Fragment and pair-fragment partition of the correlation energy with error control

In an insulator or a wide-gap molecule, electron correlation is mostly a short-range effect. The correlation energy of a large system can therefore be assembled from small calculations, much as a layout is simulated tile by tile with overlapping halos. We derive the exact partition behind such schemes, show how imperfect amplitudes spoil it, and turn a threshold per tile into a bound on the total truncation error.

1. Premises and conventions

Atomic units are used, with energies in hartree (1 Eh = 27.2114 eV) and distances also quoted in Å. "Error" always means the truncation error relative to the untruncated calculation at the same level of theory in the same basis.

(P1) The reference is a converged closed-shell Hartree–Fock determinant with real orthonormal spatial orbitals. Indices i, j, k label correlated occupied orbitals and a, b, c virtual ones. The Fock matrix f has no occupied–virtual elements.

(P2) The orbital gap ε_LUMO − ε_HOMO is positive.

(P3) The second-order Møller–Plesset (MP2) energy in canonical orbitals is taken as given:

E = Σ_ijab K_ij^ab (2 t_ij^ab − t_ij^ba),  K_ij^ab = (ia|jb),  (1)

with t_ij^ab = −K_ij^ab/(ε_a + ε_b − ε_i − ε_j). Here (ia|jb) is the Coulomb repulsion between the densities φ_iφ_a and φ_jφ_b. For coupled-cluster singles and doubles (CCSD) the energy has the same form with t_ij^ab replaced by t_ij^ab + t_i^a t_j^b.

Treat four-index arrays as vectors with the scalar product ⟨u,v⟩ = Σ_ijab u_ij^ab v_ij^ab. Let X swap a and b, and let M = 2 − X. Then E = ⟨K, M t⟩. Since X is symmetric and X² = 1, its eigenvalues are ±1, and those of M are 1 and 3.

2. Local orbitals

Define the operator D by

(D t)_ij^ab = Σ_c (f_ac t_ij^cb + t_ij^ac f_cb) − Σ_k (f_ik t_kj^ab + t_ik^ab f_kj).  (2)

In canonical orbitals f is diagonal, D multiplies each element by ε_a + ε_b − ε_i − ε_j, and the amplitudes of (P3) solve

K + D t = 0.  (3)

Rotate the occupied orbitals among themselves and the virtual ones among themselves by orthogonal matrices. K transforms with one matrix per index and f with two, so every term of (3) transforms alike if t transforms as K does. An orthogonal map preserves the scalar product, and it commutes with X because a and b receive the same matrix. Hence (1) to (3) hold unchanged for localized orbitals, where f is no longer diagonal and (3) is a coupled linear system.

Three properties are read off in the canonical basis and survive the rotation. D is symmetric. Its smallest eigenvalue is D_min = 2(ε_LUMO − ε_HOMO) > 0. It commutes with X, because the denominator is symmetric in a and b. Consequently M D is symmetric and positive definite. Finally (ia|jb) = (jb|ia) gives K_ij^ab = K_ji^ba, and D respects this simultaneous swap, so t_ij^ab = t_ji^ba.

3. The exact partition

Assign every local occupied orbital to exactly one of N sites P, and likewise every local virtual orbital. Define the orbital-pair energy

e_ij = Σ_ab K_ij^ab (2 t_ij^ab − t_ij^ba),  E = Σ_ij e_ij.  (4)

It is symmetric. By the swap symmetry e_ji = Σ_ab K_ij^ba (2 t_ij^ba − t_ij^ab), and renaming a ↔ b turns this into e_ij.

Each ordered pair (i, j) has either both orbitals on one site or its orbitals on two different sites. Sorting the sum (4) by this criterion counts every term once:

E = Σ_P E_P + Σ_(P<Q) ΔE_PQ,  (5)
E_P = Σ_(i,j∈P) e_ij,  ΔE_PQ = Σ_(i∈P, j∈Q) (e_ij + e_ji) = 2 Σ_(i∈P, j∈Q) e_ij.

If E_(P∪Q) denotes the sum with both indices in the union, then ΔE_PQ = E_(P∪Q) − E_P − E_Q. No three-site terms appear, because (1) carries only two occupied indices. This is the occupied partitioning of the divide–expand–consolidate scheme. Summing instead over i and j first gives e_ab = Σ_ij K_ij^ab (2 t_ij^ab − t_ij^ba), symmetric by the same argument, and sorting (a, b) by site gives the virtual partitioning. It has the form (5) and the same total, but in general different individual terms.

Sorting by one index only gives the per-orbital form of the cluster-in-molecule method:

E = Σ_i E_i,  E_i = Σ_j e_ij,  Σ_(i∈P) E_i = E_P + ½ Σ_(Q≠P) ΔE_PQ.  (6)

The last relation follows by splitting the j sum into j∈P and j∈Q and using (5). Divide-and-conquer methods split one index in a related way. Inserting φ_i = Σ_μ C_μi χ_μ into K makes E a sum over atomic orbitals μ, which is then sorted by atom.

All these forms are rearrangements of one finite sum, so they also hold for CCSD. They are exact only when t is the solution for the whole system. Savings arise when t is approximated.

4. Linear response to an amplitude error

Let T = t + δ be approximate amplitudes. Equation (1) is linear, so

E[T] − E = ⟨M K, δ⟩,  (7)

which is first order in δ and has either sign. Let Π_P keep the elements with i, j ∈ P and zero the rest. It commutes with X, so E_P = ⟨g, t⟩ with g = Π_P M K, and a fragment energy is likewise linear in δ.

A fragment calculation chooses a domain of occupied and virtual orbitals around P. Let S keep the elements with all four indices in the domain. The local amplitudes t′ = S t′ solve S D S t′ = −S K, and the fragment reports E′_P = ⟨S g, t′⟩. To find its error, define the local response z = S z by S D S z = −S g. Then

⟨S g, t′ − t⟩ = −⟨z, D S (t′ − t)⟩ = −⟨z, S D t′ − S D t + S D (1 − S) t⟩.

Both S D t′ and S D t equal −S K and cancel. Subtracting the part of ⟨g, t⟩ outside the domain gives the exact result

E′_P − E_P = −⟨z, D (1 − S) t⟩ − ⟨(1 − S) g, t⟩.  (8)

The second term is the direct loss of excitations into virtual orbitals outside the domain. The first is the missing Fock coupling across the domain boundary. Both are linear in the excluded amplitudes (1 − S)t, and neither has a fixed sign. The same formula holds for ΔE_PQ with Π_P replaced by the projector Π_PQ on pairs with one index in P and one in Q.

Equation (8) is small when z has decayed at the boundary. Write D = D₀ − V with D₀ the diagonal part in local orbitals, whose smallest element is d₀. Suppose V links only neighbouring sites and q = ‖D₀^(−1/2) V D₀^(−1/2)‖ < 1. The Neumann series D⁻¹ = D₀^(−1/2) Σ_n (D₀^(−1/2) V D₀^(−1/2))ⁿ D₀^(−1/2) then converges. An element joining index sets that are s hops apart receives nothing from n < s, so it is at most q^s/[(1 − q) d₀]. The same argument applies to S D S within the domain, so z falls geometrically with distance from its source. A small gap drives q toward 1.

5. The Hylleraas functional

Add to (1) the residual of (3), weighted by M T:

H[T] = ⟨K, M T⟩ + ⟨M T, K + D T⟩ = 2⟨K, M T⟩ + ⟨T, M D T⟩.  (9)

Insert T = t + δ and use the symmetry of M D. The terms linear in δ are 2⟨δ, M(K + D t)⟩, which vanish by (3). The terms free of δ are 2E − E. Therefore, exactly,

H[T] − E = ⟨δ, M D δ⟩ ≥ D_min ⟨δ, δ⟩ ≥ 0.  (10)

In terms of the contravariant error δ̃ = M δ this reads ⟨δ̃, D δ⟩. The computable residual r = K + D T equals D δ, so the error is ⟨r, M D⁻¹ r⟩ ≤ 3⟨r, r⟩/D_min, a bound that needs no knowledge of t.

Three qualifications matter in practice.

(a) If one projector S commuting with X is applied to the whole system and T = S T solves S(K + D T) = 0, then M T lies in the kept space and the second term of (9) vanishes. The plain energy then equals H[T] and inherits (10). The linear law (7) still holds, but its value is then quadratic. It is the other cases, unconverged amplitudes or pieces cut out of different local solutions, in which the first-order error survives.

(b) The pieces of H are not stationary one by one. Let H_P[T] = ⟨Π_P M T, 2K + D T⟩, with H_P[t] = E_P. Expanding and using K = −D t gives

H_P[t + δ] − E_P = ⟨(D Π_P − Π_P D) M t, δ⟩ + ⟨Π_P M δ, D δ⟩.  (11)

The commutator is built from the occupied Fock elements that join P to other sites. The projectors Π_P and Π_PQ add up to 1, so the linear terms cancel in the total if all pieces share one δ. If each piece uses its own local amplitudes on both sides of D, a first-order remainder stays and the upper-bound property is lost. It is recovered by assembling one global T, each (i, j) block taken from the calculation that owns it, and evaluating (9) with the couplings between blocks.

(c) For coupled cluster the analogue is the Lagrangian L(t, λ) = E(t) + ⟨λ, Ω(t)⟩ with amplitude equations Ω(t) = 0. The multipliers λ are fixed by ∂L/∂t = 0, so L is stationary in both sets. L is linear in λ, and its Taylor expansion gives

δL = ⟨δλ, J δt⟩ + ½⟨δt, L_tt δt⟩ + third order,  J = ∂Ω/∂t.  (12)

The error is second order but has no definite sign, since δλ and δt are independent. For MP2, J = D, L_tt = 0 and λ = M t. Tying δλ to M δ reduces (12) to (10).

6. Distant pairs

For well separated P and Q, (ia|jb) with i∈P and j∈Q is appreciable only if a lies near P and b near Q, and the exchange partner (ib|ja) is then exponentially small. The density φ_iφ_a has no net charge because the orbitals are orthogonal. The leading interaction is dipole–dipole, (ia|jb) ≈ μ_ia·𝖳·μ_jb/R³, with 𝖳 = diag(1, 1, −2) when z lies along the line of centres. D⁻¹ does not depend on R, so t also falls as R⁻³, and ΔE_PQ → −C₆/R⁶. With a diagonal Fock matrix, (5) gives ΔE_PQ = −4 Σ (ia|jb)²/(ε_a + ε_b − ε_i − ε_j). For a site with three perpendicular transition dipoles of size μ and orbital energy difference ω, the squares of 𝖳 sum to 6, so C₆ = 4·6 μ⁴/(2ω) = 12 μ⁴/ω. With the uncoupled polarizability α = 4μ²/ω this is the London form ¾ α² ω.

Drop all pairs more than n_c sites apart in a chain of spacing d. There are N − n pairs at separation n, so the energy rises by

E_tail = (C₆/d⁶) Σ_(n>n_c) (N − n)/n⁶ ≤ (C₆/d⁶) N/(5 n_c⁵),  (13)

where each 1/n⁶ is bounded by the integral of 1/u⁶ from n − 1 to n. In a three-dimensional solid with site density ρ_s and cutoff R_c, the loss per site is ½ ρ_s ∫ 4πR² C₆ R⁻⁶ dR = 2π ρ_s C₆/(3R_c³). The loss is proportional to N in both cases, but falls more slowly with the cutoff in the solid.

7. From a threshold per fragment to the total error

Enlarge the domain of P shell by shell, m = 0, 1, 2, …, and let s_m = E′_P(m+1) − E′_P(m). Accept domain m when |s_m| < τ. The error of domain m is minus the sum of all steps from s_m onward.

(A1) Assume |s_(m+1)| ≤ ρ|s_m| with ρ < 1, as section 4 suggests. The geometric series gives |E′_P − E_P| ≤ τ/(1 − ρ).

(A2) Pair fragments are computed in the union of the two domains and are not tested separately. Assume their errors are at most w_PQ τ/(1 − ρ) with Σ_(Q≠P) w_PQ ≤ W, independent of N. This is plausible because in (8) the source g and the amplitudes it meets each fall as R⁻³, so that w falls as R⁻⁶, which is summable in up to three dimensions.

The triangle inequality applied to (5), with each pair shared by two sites, gives

|E′ − E| ≤ N τ (1 + W/2)/(1 − ρ) + E_tail.  (14)

The total error is thus of order N τ, and the error per site does not grow with size. A bound without decay, w = 1, would count N(N + 1)/2 terms. Equivalent fragments of a regular chain or crystal have equal errors, so the errors add as N and not as √N.

8. Range of validity

The partitions (5) and (6) are exact for any assignment of orthonormal occupied and virtual orbitals and for any energy of the form (1). Non-orthogonal virtual functions bring in overlap matrices. The bound (10) needs MP2, a positive gap and a single global T. For coupled cluster only the unsigned second-order law (12) remains. The estimate (14) is conditional, since τ limits an observed step and (A1) and (A2) are assumptions to be tested by tightening τ. A step can be accidentally small when contributions of opposite sign cancel, and comparing occupied and virtual partitionings helps to expose this. As the gap narrows, local orbitals spread, q and ρ approach 1, and domains grow. For a metal D_min = 0 and the analysis fails. Basis-set incompleteness and the limits of the level of theory lie outside the bound.

9. Illustration: all-trans C20H42

Counting. The molecule has 4·20 + 42 = 122 valence electrons in 61 localized bond orbitals, 19 C–C and 42 C–H. Give each C–H bond to its carbon and each C–C bond to its lower-numbered carbon. C1 then holds 4 orbitals and the other carbons 3 each. There are N = 20 fragments and 190 pair fragments, 210 terms in all.

Pair tail. Typical inputs are a C–C bond of 1.53 Å and a C–C–C angle of 113°. The spacing along the axis is d = 1.53 sin 56.5° = 1.276 Å = 2.411 bohr, and the zigzag offset is 1.53 cos 56.5° = 0.844 Å. Take an approximate isotropic C₆ = 65 Eh bohr⁶ for two CH2 groups, so C₆/d⁶ = 0.331 Eh. A 10 Å cutoff keeps n ≤ 7 (8.93 Å) and drops n ≥ 8 (10.21 Å), that is 112 pairs kept and 78 dropped. The sum in (13) is 8.74×10⁻⁵, which gives E_tail = 29 µEh, below the bound of 79 µEh. Three neglected effects are sized as follows. The offset lowers the n = 9 terms by 1.6 %. An R⁻⁸ term with an approximate C₈/C₆ = 40 bohr² raises the n = 8 terms by 11 %. An assumed axial polarizability 1.5 times the transverse one multiplies C₆ along the axis by (4α∥² + 2α⊥²)/(6ᾱ²) = 1.35, with ᾱ the mean polarizability. The tail is therefore known to one figure, and is probably low.

Fragment model. Lump each carbon site into one occupied and one virtual orbital. Keep one on-site integral κ, a diagonal denominator Δ = 3.0 Eh, a diagonal virtual Fock block and an occupied coupling f_(P,P+1) = β = 0.15 Eh, whose sign can be reversed by flipping alternate orbitals. These are illustrative inputs. β was chosen so that the band width 4β = 0.6 Eh resembles a typical alkane valence band, and κ²/Δ = 0.14 Eh was chosen to give a typical double-zeta MP2 valence energy per CH2. Many digits are printed only because differences within the model are wanted.

Only amplitudes with both virtual indices on one site P are driven, and M acts on them as 1. For each P, (2) becomes D = Δ(1 − xA) with x = β/Δ = 0.05, where A is the adjacency matrix of the square grid of index pairs (i, j), and the source sits at (P, P). Thus E_P = −(κ²/Δ) γ with γ = [(1 − xA)⁻¹] at (P,P),(P,P), and q < 4x = 0.2. If the chain adjacency matrix has eigenvalues λ_k with squared components u_k² on P, then γ = Σ_kl u_k² u_l²/[1 − x(λ_k + λ_l)].

For a domain of three sites (m = 1), λ = ±√2 with weight ½ each on the centre, so γ = ½ + ½/(1 − 8x²). For five sites (m = 2), λ = 0, ±√3 with weight ⅓ each, so γ = [3 + 4/(1 − 3x²) + 2/(1 − 12x²)]/9. For a long chain the coefficient of x^(2n) is the number of closed walks of 2n steps on the square grid, [(2n)!/(n!)²]², and the series sums to γ = (2/π) 𝒦(16x²), with 𝒦 the complete elliptic integral of the first kind as a function of the parameter. A central site of the 20-site chain has this value to all digits shown.

domain    γ             E_P (mEh)
m = 0     1             −140.00000
m = 1     1.01020408    −141.42857
m = 2     1.01023137    −141.43239
full      1.01023145    −141.43240

Set τ = 10 µEh (0.27 meV). The first step, 1.429 mEh in size, fails the test. The second, 3.82 µEh, passes, so m = 1 is accepted. The ratio of the steps is 0.0027, and the true error of m = 1 is +3.83 µEh, as (A1) predicts. The error is positive because each virtual block here has a single source, so case (a) of section 5 applies. The same eigenvalue sum for the 20-site chain, λ_k = 2 cos(kπ/21) and u_k² = (2/21) sin²(kPπ/21), gives errors of 1.84 µEh at each end site, 1.92 µEh at each next site and 3.83 µEh at the other 16. They add to 68.8 µEh on a model total of −2.8272 Eh, within N τ = 200 µEh.

Linear against quadratic. Stop the solver for a central fragment after one iteration, so that T = −κ/Δ at (P, P) and −xκ/Δ at its four grid neighbours. The plain energy sees only the central amplitude and gives −κ²/Δ, an error of 1.432 mEh. In (9), ⟨T, D T⟩ = (κ²/Δ)(1 + 4x² − 8x²) and 2⟨K, T⟩ = −2κ²/Δ, so H = −(κ²/Δ)(1 + 4x²). The error is 32.4 µEh, positive and 44 times smaller, of order x⁴ where the plain error is of order x².

Fragment truncation and pair tail together raise the model's energy by about 0.1 mEh, or 3 meV. This number belongs to the model, which has no errors in the retained pairs and no tails in its integrals or virtual orbitals. Those tails usually control convergence in a real alkane. As typical knowledge, a threshold of this size needs domains reaching several carbons to each side, so the model understates the domain radius severalfold, and a real total is more safely estimated as N τ or somewhat more, a factor of two or more above the model's value.